Q: These are energies of a simple hexagonal molybdenum crystal. Its basal plane is stretched or squeezed, and the length of the c axis is varied separately. If I widen the plane and leave c free, how far does c shorten?

Simple hexagonal Mo (P6/mmm, 1 atom, a = 2.736, c = 2.555 Å, not relaxed at this level), computed with Ansatz 0.2.0: plane-wave PAW, scalar-relativistic LDA, no spin polarisation, 420 eV cutoff, Gamma-centred 18×18×18 k mesh, 0.15 eV Gaussian smearing. Rows 1 to 5 have in-plane strains of −0.03 to 0.03 in steps of 0.015. Free energies are relative to the unstrained cell; pressure is positive in compression.

```
strain zz  energy change row 1 (meV/atom)  energy change row 2 (meV/atom)  energy change row 3 (meV/atom)  energy change row 4 (meV/atom)  energy change row 5 (meV/atom)  pressure row 1 (GPa)  pressure row 2 (GPa)  pressure row 3 (GPa)
    -0.03                            22.1                           -14.5                           -22.2                            -5.1                            32.9                 14.63                  5.95                 -1.47
   -0.015                            15.9                           -14.3                           -15.8                             7.5                            51.8                 10.49                  2.19                 -4.93
        0                            20.3                            -4.2                             0.0                            28.8                            78.8                  6.71                 -1.23                 -8.02
    0.015                            34.9                            15.3                            24.4                            58.2                           113.3                  3.30                 -4.32                -10.81
     0.03                            58.3                            43.4                            56.8                            95.0                           154.4                  0.31                 -7.05                -13.29
```

A: Strain zz is the fractional change of c. Rows 1 to 5 in the column heads stand for in-plane strains from −3 % to +3 %, in steps of 1.5 %. Read down one energy column and you see which c the crystal would choose for that plane. The energies count from an unrelaxed cell under tension, so a negative entry means that a change of size or shape has relieved some of the starting stress, not that strain stabilises a relaxed crystal.

Q: Then I would say that the crystal keeps its volume. The plane grows in two directions, so c should shrink by about two percent for each percent of in-plane strain. The pressures seem to agree, because they follow the volume closely.

A: Compare two points of nearly equal volume, about 97 % of the starting one. The first is the narrowest plane with the longest c, in row 1. The second is the undisturbed plane with the shortest c, in row 3. Their pressures differ by less than 2 GPa, yet their energies are 58.3 and −22.2 meV/atom.

Volume therefore nearly fixes the pressure but leaves the energy open, and a free c axis settles where the energy is lowest. Pressure is an average over three directions. What a free c axis needs is zero stress along that one axis, and an average can hide a pull along c behind a push in the plane.

Q: If volume is not the guide, perhaps the two directions simply ignore each other?

A: In that case the energy would rise equally steeply along c in every column. At strain zz of zero, however, the slope grows from 6 meV/atom per percent in row 1 to 20 in row 5. The wider the plane, the more energy is gained by shortening c.

The position of the minimum shows the same thing. It lies at a strain zz of −1.4 % in row 1 and −2.3 % in row 2. Had the crystal kept its volume between the two, c would have had to go to −4.4 %. The truth lies between no response and full compensation.

Q: The first two energies in row 2 are almost the same. Can you place a minimum there?

A: Yes, roughly halfway between them. Near its minimum the curve is almost a parabola, and two points of equal height on a parabola lie equally far from its lowest point. Which of the two is lower stays open, since their difference is smaller than the effect of the electronic smearing. The position given above comes from a parabola fitted to all five points of the column. With the smearing extrapolated to zero, both minima move by less than 0.1 percentage points, while the shift between them is about ten times as large.

Q: What links the plane to the c axis?

A: Picture a rectangular frame with hinged corners and a spring for each side. Widening it does not change the length of the upright springs, so the height stays put. Now add springs along the diagonals. Widening stretches them, and they pull the height in until the uprights resist.

The crystal also has neighbours along c, in the plane and on diagonals. The frame shows how a link of this sign can arise, not that it arises this way here. The diagonals of this crystal are nearly half as long again as c, so their springs may be weak, and a metal is not held together by springs alone. Its electrons respond to density, which a wider plane lowers and a shorter c restores. How the coupling divides between diagonal neighbours and electron density is untested here.

Q: Can I put a number on it?

A: Call the in-plane strain e and the strain along c z. Add the energy P(e) of straining the plane alone, the energy C(z) of straining c alone, and the simplest term that feels both:

E(e, z) = P(e) + C(z) + K·e·z

For small strains C(z) is a parabola, S·z + ½·B·z², where S is the starting slope and B the stiffness along c. The best z is where the total slope vanishes:

S + B·z + K·e = 0

so a change Δe of the plane moves the best c by

Δz = −(K/B)·Δe

K follows from the four points where both strains are ±1.5 %, in rows 2 and 4. In their combination P and C cancel:

K = [58.2 − 7.5 − 15.3 + (−14.3)] / (4 × 0.015²) meV/atom = 23.4 eV/atom

A parabola fitted to row 3 gives B = 38.5 eV/atom. For the step from row 1 to row 2 this means

Δz = −(23.4 / 38.5) × 1.5 % = −0.9 %

Starting from −1.4 %, the estimate reaches −2.3 %, where the minimum of row 2 was found. That agreement is not an independent test, because two energies of row 2 went into K.

Q: Is there a fairer one?

A: Take the corner where the plane and c are both stretched by 3 %; it played no part in finding K. Adding the two separate strain energies gives 78.8 + 56.8 = 135.6 meV/atom, whereas the full calculation gives 154.4. With the coupling term the estimate is 156.7. The analysis printed below shows the same comparison for all points of rows 1 and 5.

Q: It now overshoots slightly. Why?

A: The model gives c the same stiffness for every plane, but the fitted curvature falls by about 25 % from row 1 to row 5. Softening is usual when a crystal expands, because bonds resist further stretching less and less. Taken alone, this would let the same pull shorten c further for wide planes. But in every row the energy curve also bends more sharply at short c, which is where a wide plane sends the minimum, so the two changes work against each other. Which one wins is left open here, because from row 3 on the minimum lies beyond the shortest c calculated.

Q: What should I carry over to a film held by its substrate?

A: The method of estimating. Ask how strongly the in-plane strain pulls on the free axis, then divide by the stiffness of that axis. Rubber comes close to keeping its volume because changing its volume costs far more than changing its shape. In most metals the two costs are much closer to each other, so the free axis makes up only part of the change.

For this cell the ratio K/B is about 0.6, against 2 for constant volume. An isotropic material would need a Poisson ratio of about 0.23 to respond in the same way. Do not enter that value for real molybdenum sheet: the ordinary metal is body-centred cubic, while this cell started under tension and was kept hexagonal throughout, so its stability was not tested.

Printed output of the fit:

```
Volume over starting volume, row 1 at zz +0.03 / row 2 at zz 0 / row 3 at zz -0.03: 0.9691, 0.9702, 0.97
Energy of row 1 at zz +0.03 less row 3 at zz -0.03, nearly equal volume, meV/atom: 80.5
Pressure difference of the same two points, GPa: 1.78
Best strain along z in rows 1, 2, 3 (row 3 lies outside the grid), percent: -1.383, -2.342, -3.434
Same for rows 1, 2 from energies extrapolated to zero smearing, percent: -1.326, -2.262
Shift of best z strain per unit in-plane strain, rows 1 to 2, with smearing / extrapolated to zero smearing: -0.6391, -0.6235
Best z strain of row 2 predicted from row 1 by constant volume / independence / coupling, percent: -4.364, -1.383, -2.297
Coupling constant K and curvature B of row 3, eV/atom, and ratio K/B: 23.44, 38.48, 0.6093
Isotropic Poisson ratio that would give the same K/B: 0.2335
Energy slope along z at zz 0, rows 1 and 5, meV/atom per percent strain: 6.093, 20.3
Curvature along z, rows 1 and 5, eV/atom, and change in percent: 44.06, 32.95, -25.22
Row 1 (in-plane -0.03), meV/atom:
     row  computed  independent  coupled  coupled_miss
   -0.03      22.1         -1.9     19.2          -2.9
  -0.015      15.9          4.5    15.05         -0.85
     0.0      20.3         20.3     20.3             0
   0.015      34.9         44.7    34.15         -0.75
    0.03      58.3         77.1       56          -2.3
Row 5 (in-plane +0.03), meV/atom:
     row  computed  independent  coupled  coupled_miss
   -0.03      32.9         56.6     35.5           2.6
  -0.015      51.8           63    52.45          0.65
     0.0      78.8         78.8     78.8             0
   0.015     113.3        103.2    113.7          0.45
    0.03     154.4        135.6    156.7           2.3
```
